**Q.** I have local-spin-density results for spherical jellium clusters. How much of the last three columns could I have estimated on paper?

Spherical jellium clusters (background charge N, radius rs N^(1/3), rs = 5.25 bohr) in spin-polarised Kohn-Sham LDA (PW92), computed with the radks radial solver with Libxc. Shells are m-averaged, numbered by radial order and filled by a greedy search that can miss a lower state. Ions are vertical; the second difference is E(N+1) + E(N−1) − 2E(N) of neutral clusters.

| electrons | unpaired electrons | highest level | ionisation energy (eV) | second energy difference (eV) | electron affinity (eV) |
| --- | --- | --- | --- | --- | --- |
| 1 | 1 | 1s up | n/a | n/a | n/a |
| 2 | 0 | 1s up | 4.26368 | 0.69411 | n/a |
| 3 | 1 | 1p up | 3.27980 | -0.46531 | n/a |
| 4 | 2 | 1p up | 3.62955 | -0.29903 | n/a |
| 5 | 3 | 1p up | 3.81021 | 0.24728 | n/a |
| 6 | 2 | 1p down | 3.46551 | -0.24688 | 1.1388 |
| 7 | 1 | 1p down | 3.64985 | -0.17417 | 1.3506 |
| 8 | 0 | 1p up | 3.76557 | 0.73300 | n/a |
| 9 | 1 | 1d up | 2.98082 | -0.18083 | n/a |
| 10 | 2 | 1d up | 3.13502 | -0.14970 | 1.0892 |
| 11 | 3 | 1d up | 3.25399 | -0.12518 | 1.2370 |
| 12 | 4 | 1d up | 3.34790 | -0.10563 | 1.3611 |
| 13 | 5 | 1d up | 3.42330 | 0.25406 | 1.1347 |
| 14 | 4 | 1d down | 3.14068 | -0.11674 | 1.2730 |
| 15 | 3 | 1d down | 3.23790 | -0.099060 | 1.3899 |
| 16 | 2 | 1d down | 3.31702 | -0.085109 | 1.4902 |
| 17 | 1 | 1d down | 3.38247 | -0.073926 | 1.5775 |
| 18 | 0 | 1d up | 3.43739 | 0.15553 | 1.4503 |
| 19 | 1 | 2s up | 3.26367 | 0.18276 | 1.3096 |
| 20 | 0 | 2s up | 3.07510 | 0.14265 | 1.1782 |
| 21 | 1 | 1f up | 2.93810 | -0.079279 | 1.2667 |
| 22 | 2 | 1f up | 3.00269 | -0.071728 | 1.3464 |
| 23 | 3 | 1f up | 3.05974 | -0.065153 | 1.4185 |
| 24 | 4 | 1f up | 3.11043 | -0.059389 | 1.4842 |
| 25 | 5 | 1f up | 3.15573 | -0.054261 | 1.5442 |
| 26 | 6 | 1f up | 3.19636 | -0.049806 | 1.5994 |
| 27 | 7 | 1f up | 3.23298 | 0.21719 | 1.3915 |
| 28 | 6 | 1f down | 3.00317 | -0.058571 | 1.4583 |
| 29 | 5 | 1f down | 3.05265 | -0.053588 | 1.5192 |
| 30 | 4 | 1f down | 3.09712 | -0.049212 | 1.5752 |
| 31 | 3 | 1f down | 3.13729 | -0.045378 | 1.6269 |
| 32 | 2 | 1f down | 3.17375 | n/a | 1.6747 |

**A.** Start with the limit of a very large cluster. Call N the number of electrons, IE the ionisation energy, EA the electron affinity and Δ₂ the second energy difference. For N → ∞, removing or adding an electron involves one and the same energy W, so IE = EA = W and Δ₂ = 0. For a finite classical sphere of radius R, a charge q costs q²/2R, so removing an electron costs e²/2R more than W and adding one gains e²/2R less. The electron cloud reaches beyond the background radius R = rs·N^(1/3): in the run with N = 8, 1.20 of the eight electrons lie outside it. So R becomes R + d, and with C = e²/(R + d) and e² = 27.2 eV·bohr,

IE = W + C/2, EA = W − C/2.

**Q.** Is that enough?

**A.** It gives the envelope. Fitted to all 31 ionisation energies and 25 affinities, it has an rms error of 0.16 eV against the table. It misses where a new shell begins: IE comes out 0.52 eV too high at N = 3 and 0.42 eV too high at N = 9. The IE column rises with N inside every half-shell of one spin (3–5, 6–8, 9–13, 14–18, 21–27, 28–32) and drops after N = 2, 5, 8, 13, 18, 19, 20 and 27. A smooth sphere can only fall with N. The constant W has to be replaced by the binding energy L of the level that gives or takes the electron.

**Q.** Why should IE rise within a shell while the charging term falls?

**A.** Mainly because the level sinks as the well widens. The empty 1p up level of the N = 1 run lies at about −0.8 eV, the filled 1p level of the N = 8 run at about −2.6 eV. If a well of fixed depth is stretched as a whole, a level with kinetic energy t shifts by −2t·dR/R, which is −(2/3)·t/N per added electron. The shell being filled lies at the top of the occupied levels, where t should be of the order of the Fermi energy E_F of the uniform gas, 1.82 eV at this density. Holding t at that value and integrating gives a binding that grows as a·ln N with a ≈ (2/3)E_F = 1.21 eV. The N = 8 run supports the scale: its kinetic energy is 8.22 eV, or 1.03 eV per electron, against (3/5)E_F = 1.09 eV. It also shows that E_F is too high for a full shell: even if the six 1p electrons held all of the 8.22 eV, t would be only 1.37 eV. So expect the fitted a to come out below 1.21 eV.

The integration constant needs an assumption. I take every shell to pass through the same W when it is half full, at Nmid, the mean of the numbers of its first and last electron: 1.5 for 1s, 5.5 for 1p, 13.5 for 1d, 19.5 for 2s and 27.5 for 1f. The thought is that shell effects average out over a filling, but I have not derived it. The term is then a·ln(N/Nmid), negative for a shell just opened and positive for one about to close.

**Q.** That explains drops after 2, 8, 18 and 20. What about 5, 13 and 27?

**A.** Those are half-filled shells, 1p³, 1d⁵ and 1f⁷, as the column of unpaired electrons shows. Spherical averaging keeps the 2l + 1 orbitals degenerate, and exchange then favours parallel spins. With M unpaired electrons and polarisation ζ = M/N, the local exchange potential of each spin is −(k_F/π)(1 ± ζ)^(1/3). For small ζ the two spins split by (2k_F/3π)·ζ, which is 2.11 eV × M/N here. Correlation opposes this, and with a rough recalled value of its spin stiffness the splitting becomes I·M/N with I ≈ 1.0 eV. Up levels go down by half of it and down levels go up by half. The complete rule is

L = W + a·ln(N/Nmid) ± I·M̄/(2N), IE = L + C/2, EA = L − C/2.

N is the size of the background. For IE the shell and spin are those of electron N, for EA those of electron N + 1. M̄ is the mean of M before and after the transfer, and the sign is plus for an up electron. I assume that the ions fill their shells as the neighbouring neutral clusters do. The label "up" in the rows 2, 8, 18 and 20 marks no polarisation, since M = 0 there, and the last electron counts as down.

**Q.** What constants should I carry?

**A.** W = 2.32 eV, d = 1.5 bohr, a = 1.0 eV and I = 1.0 eV, rounded from a fit of all four to the same 56 values of IE and EA. The fits and the errors row by row are in the printed output after this exchange. The fitted a, 0.97 eV, lies 20 % below (2/3)E_F. Two causes pull that way: t drops below E_F as a shell fills, as the N = 8 run shows for 1p, and a well of radius R + d widens relatively more slowly by the factor R/(R + d), about 0.9. How much each contributes is not tested. The fitted I, 0.99 eV, agrees with the uniform-gas estimate, but the same local functional is inside the calculation, so this shows only that the rule reads the calculation correctly.

**Q.** Could you work the half-filled 1d shell?

**A.** For N = 13, R = 5.25 × 13^(1/3) = 12.34 bohr, so C/2 = 13.6/13.84 = 0.983 eV. The drift is ln(13/13.5) = −0.038 eV. The electron removed is up and M goes from 5 to 4, so the exchange term is +4.5/26 = +0.173 eV. The electron added is down and M again goes from 5 to 4, so its term is −0.173 eV.

IE = 2.32 − 0.038 + 0.173 + 0.983 = 3.438 eV, table 3.423 eV.

EA = 2.32 − 0.038 − 0.173 − 0.983 = 1.126 eV, table 1.135 eV.

The table's IE − EA is 2.289 eV while C is 1.966 eV. The excess of 0.32 eV is the gap between the full up half and the empty down half, which the rule puts at 0.35 eV.

**Q.** And a row in the middle of a filling?

**A.** For N = 23, R = 14.93 bohr, C/2 = 13.6/16.43 = 0.828 eV and the drift is ln(23/27.5) = −0.179 eV. Both transfers involve up electrons, with M̄ = 2.5 for IE and 3.5 for EA, giving 2.5/46 = 0.054 and 3.5/46 = 0.076 eV. The sums are IE = 3.02 eV against 3.060 eV in the table, and EA = 1.39 eV against 1.4185 eV. Here IE − EA is pure charging less a small exchange gain, 1.656 − 0.022 = 1.634 eV against 1.641 eV. In an open half-shell the addition energy measures the capacitance, and at a closure of either kind it carries a level gap on top.

**Q.** Both rows were part of the fit. How good is the rule in general?

**A.** With the rounded constants the rms error over all 56 values is 0.040 eV, a mean of 0.9 % of the tabulated IE and 1.9 % of the tabulated EA. That is a quarter of the error of the bare sphere and several hundred times the rounding of the table, so the misfit belongs to the rule. Transfers into or out of p, d and f shells have an rms error of 0.028 eV, the worst being EA at N = 6, 0.089 eV too low. Transfers involving s shells have 0.099 eV. A fit to N ≤ 18 alone reproduces the 24 values with N ≥ 21 to 0.023 eV rms. That carries the constants into a new shell, but all 24 values are 1f, so it says nothing about the hard case.

For N ≤ 9 the rms error is 0.054 eV, and this figure rests on ionisation energies with only two affinities among them; an n/a in the affinity column must not be read as zero. In every missing row the rule puts L − C, its estimate for the binding of the anion's top level, below zero, and among the listed rows it does so only at N = 6. Local functionals often fail to hold the last electron of a small anion, which may be why these values are missing, but the outputs do not say. At small N, moreover, ζ is no longer small (3/5 at N = 5) and the functional itself is strained. For one electron the Hartree and exchange-correlation energies should cancel, and in the N = 1 run 0.057 eV is left over as self-interaction error.

**Q.** May I call W the work function and R + d the radius of the electron cloud?

**A.** No. If the charging energy is split as 3/8 for IE and 5/8 for EA, as in the image-charge form, the fit moves W to 2.56 eV and d to 1.22 bohr, because over this short range of radii a shift of C/8 looks much like a constant. That fit is worse, 0.066 against 0.039 eV rms, chiefly at small N. The N = 8 run cannot decide between the two forms. Its 1p level lies at −2.611 eV and IE is 3.766 eV, a difference of 1.155 eV, close to C/2 = 13.6/12.0 = 1.13 eV. But in the image-charge form the level of the finite cluster would itself be less bound by C/8, and the difference would again be C/2. The same run gives a different length from its polarisability α, namely α^(1/3) − R = 0.98 bohr, so d is an effective constant of the charging fit only. The constants a and I are steadier and stay between 0.94 and 1.0 eV in the three fits that contain them.

**Q.** Does the rule say anything about Δ₂, which was not fitted?

**A.** Δ₂ compares neutral clusters, so background is added with each electron and C drops out; it is therefore not IE − EA. The step from N − 1 to N binds by L of electron N at size N − ½, apart from a contribution of the added background. I take that contribution to be nearly the same for neighbouring steps, so that it cancels, and

Δ₂(N) = L(electron N, size N − ½) − L(electron N + 1, size N + ½).

Inside a half-shell the next electron is bound more strongly by a/N from the wider well and by about I/2N from exchange, so Δ₂ ≈ −(a + I/2)/N = −1.5 eV/N. In the table all such rows are negative, and N·Δ₂ averages −1.44 eV with a range from −1.66 to −1.20 eV. The full expression reproduces them to 0.015 eV rms. At N = 13 it gives ln(12.5/13.5) + 4.5/25 + 4.5/27 = 0.270 eV against 0.254 eV. Since these come from the same runs as IE and EA, the agreement is a consistency result.

At a closed shell the peak is governed by a·ln of the ratio of the two Nmid. For N = 8 this is ln(13.5/5.5) = 0.898 eV, and the 1p–1d gap of that run is 0.906 eV. The logarithm is meant only for shells near the top, where t is comparable with E_F. It would put 1s and 1p ln(5.5/1.5) = 1.30 eV apart, while the same run has 3.324 − 2.611 = 0.713 eV.

**Q.** So 5, 13 and 27 are magic numbers too? IE at N = 5 even exceeds IE at N = 8.

**A.** In this model, yes, but do not expect them in real clusters. The Hund peaks need a shell that stays degenerate, and the spherical background and the averaging keep it so. Real open-shell clusters of simple metals usually deform, which splits the shell, lowers the spin and gives odd–even alternation. For a real cluster the charging term and the closed-shell gaps are the parts to take seriously; the half-shell peaks depend on the spherical constraint. For a neighbouring case within the model, the form tells the trend: past N = 32 IE should go on rising as long as 1f goes on filling and should drop when the next shell opens, and the shell features should shrink on the whole, though not from each peak to the next: in the table Δ₂ is larger at N = 8 than at N = 2. At another density a should scale roughly as rs⁻² and the exchange part of I as rs⁻¹, but W and d were fitted at one rs and cannot be carried over. The order of shells is an input, and a single Nmid loses its meaning once shells lie so close that their fillings interleave.

**Q.** Is that what goes wrong around N = 19?

**A.** It is the clearest failure. The rule gives Δ₂ = −0.026 eV at N = 19 and the table +0.183 eV, more than at either closure beside it (0.156 and 0.143 eV). Table minus rule for N = 18 to 21 reads −0.129, +0.209, −0.126 and −0.009 eV. The filling is a greedy search, so a missed lower state is possible. If E(20) alone were too high by x, the pattern would be +x, −2x, +x at 19, 20 and 21, with nothing at 18. The numbers instead follow −x, +2x, −x at 18, 19 and 20, which is what about 0.1 eV of extra binding in row 19 produces. The sum over 18–20, 0.481 eV against 0.527 eV from the rule, shows that the overall spacing from 1d to 1f is nearly right.

The charged clusters tell the same story. The first 2s electron is bound more strongly than the rule says, by 0.079 eV in IE at 19 and 0.088 eV in EA at 18. The second is bound more weakly, by 0.122 eV in IE at 20 and 0.094 eV in EA at 19.

**Q.** Why would 2s behave so?

**A.** Here I can only guess. The rule spreads the spin evenly over the cluster and allows 0.5/37 + 0.5/39 = 0.026 eV between the two 2s electrons, where the table needs about 0.21 eV more. A 2s orbital piles density up at the centre, so both its own spin polarisation and the repulsion between two electrons sharing it should be stronger than for an evenly spread electron. In the N = 8 run the empty 2s level has a mean radius of 8.89 bohr, inside 1d (9.41) and 1f (10.75), which points the right way for that size but is a small difference beside so large an effect. The 1s shell does not repeat the pattern, since IE at N = 2 is larger than the rule, by 0.104 eV. Whether row 19 owes its stability to a large splitting of a compact 2s orbital, or whether lower configurations mixing 1d, 2s and 1f were missed in several of the rows 18 to 21 at once, remains open.

Output of the analysis:

```
eV, d in bohr; rounding floor <=5e-5 eV; E_F=1.82 (2/3)E_F=1.21 I(x)=2.11 I(xc,rough)=1.0
bare sphere: W=2.300 d=1.48 a=0.000 I=0.000 rms=0.159 n=56 worst IE3 +0.524 IE9 +0.417
full rule: W=2.323 d=1.46 a=0.966 I=0.987 rms=0.039 n=56 worst IE20 +0.126 IE2 -0.102
full, 3/8-5/8: W=2.560 d=1.22 a=0.945 I=0.982 rms=0.066 n=56 worst IE2 -0.252 EA6 -0.201
fit N<=18, errors N>=21: W=2.321 d=1.47 a=0.991 I=0.952 rms=0.023 n=24 worst IE24 -0.036 IE25 -0.035
rounded rule: W=2.320 d=1.50 a=1.000 I=1.000 rms=0.040 n=56 worst IE20 +0.122 IE2 -0.104
rounded rms: IE 0.042 (0.9% mean) EA 0.037 (1.9%) N<=9 0.054 N>=10 0.036 s 0.099 p,d,f 0.028
D2 rms: in-shell 0.015 peaks 0.117; in-shell N*D2 mean -1.44 range -1.66..-1.20; -(a+I/2)=-1.50
N=13 R=12.34 C/2=0.983 Nmid=13.5 drift=-0.038 exch IE +0.173 EA -0.173 -> IE 3.438 EA 1.126; IE-EA table 2.289
N=23 R=14.93 C/2=0.828 Nmid=27.5 drift=-0.179 exch IE +0.054 EA +0.076 -> IE 3.024 EA 1.389; IE-EA table 1.641
N=8: 1p-1d gap 0.906, rule a*ln(13.5/5.5)=0.898; alpha^(1/3)-R=0.98 bohr
D2 table-rule 18..21: -0.129 +0.209 -0.126 -0.009 ; sum 18-20 table 0.481 rule 0.527
N shell | IE rule, err | EA rule, err | D2 rule, err (err = rule - table, eV)
2 1s | 4.159 -0.104 | no EA in table | +0.522 -0.172
3 1p | 3.297 +0.017 | no EA in table | -0.451 +0.015
4 1p | 3.573 -0.057 | no EA in table | -0.315 -0.016
5 1p | 3.773 -0.037 | no EA in table | +0.304 +0.057
6 1p | 3.431 -0.034 | 1.050 -0.089 | -0.279 -0.032
7 1p | 3.633 -0.017 | 1.347 -0.004 | -0.225 -0.051
8 1p | 3.797 +0.032 | no EA in table | +0.710 -0.023
9 1d | 3.038 +0.057 | no EA in table | -0.161 +0.020
10 1d | 3.157 +0.022 | 1.083 -0.006 | -0.140 +0.010
11 1d | 3.261 +0.007 | 1.242 +0.005 | -0.124 +0.001
12 1d | 3.354 +0.007 | 1.383 +0.022 | -0.111 -0.006
13 1d | 3.438 +0.015 | 1.126 -0.008 | +0.270 +0.016
14 1d | 3.157 +0.016 | 1.270 -0.003 | -0.117 -0.001
15 1d | 3.250 +0.013 | 1.400 +0.010 | -0.107 -0.008
16 1d | 3.335 +0.018 | 1.519 +0.029 | -0.098 -0.013
17 1d | 3.413 +0.031 | 1.629 +0.051 | -0.090 -0.016
18 1d | 3.485 +0.048 | 1.362 -0.088 | +0.284 +0.129
19 2s | 3.184 -0.079 | 1.404 +0.094 | -0.026 -0.209
20 2s | 3.197 +0.122 | 1.150 -0.028 | +0.269 +0.126
21 1f | 2.913 -0.025 | 1.235 -0.032 | -0.070 +0.009
22 1f | 2.970 -0.032 | 1.314 -0.032 | -0.066 +0.006
23 1f | 3.024 -0.036 | 1.389 -0.029 | -0.062 +0.003
24 1f | 3.074 -0.036 | 1.460 -0.024 | -0.059 +0.000
25 1f | 3.122 -0.034 | 1.527 -0.017 | -0.056 -0.002
26 1f | 3.168 -0.029 | 1.591 -0.008 | -0.053 -0.003
27 1f | 3.211 -0.022 | 1.393 +0.001 | +0.204 -0.013
28 1f | 3.002 -0.001 | 1.460 +0.001 | -0.057 +0.001
29 1f | 3.050 -0.003 | 1.524 +0.005 | -0.055 -0.001
30 1f | 3.096 -0.001 | 1.585 +0.010 | -0.052 -0.003
31 1f | 3.140 +0.002 | 1.643 +0.016 | -0.050 -0.005
32 1f | 3.181 +0.008 | 1.699 +0.025 | no D2
```
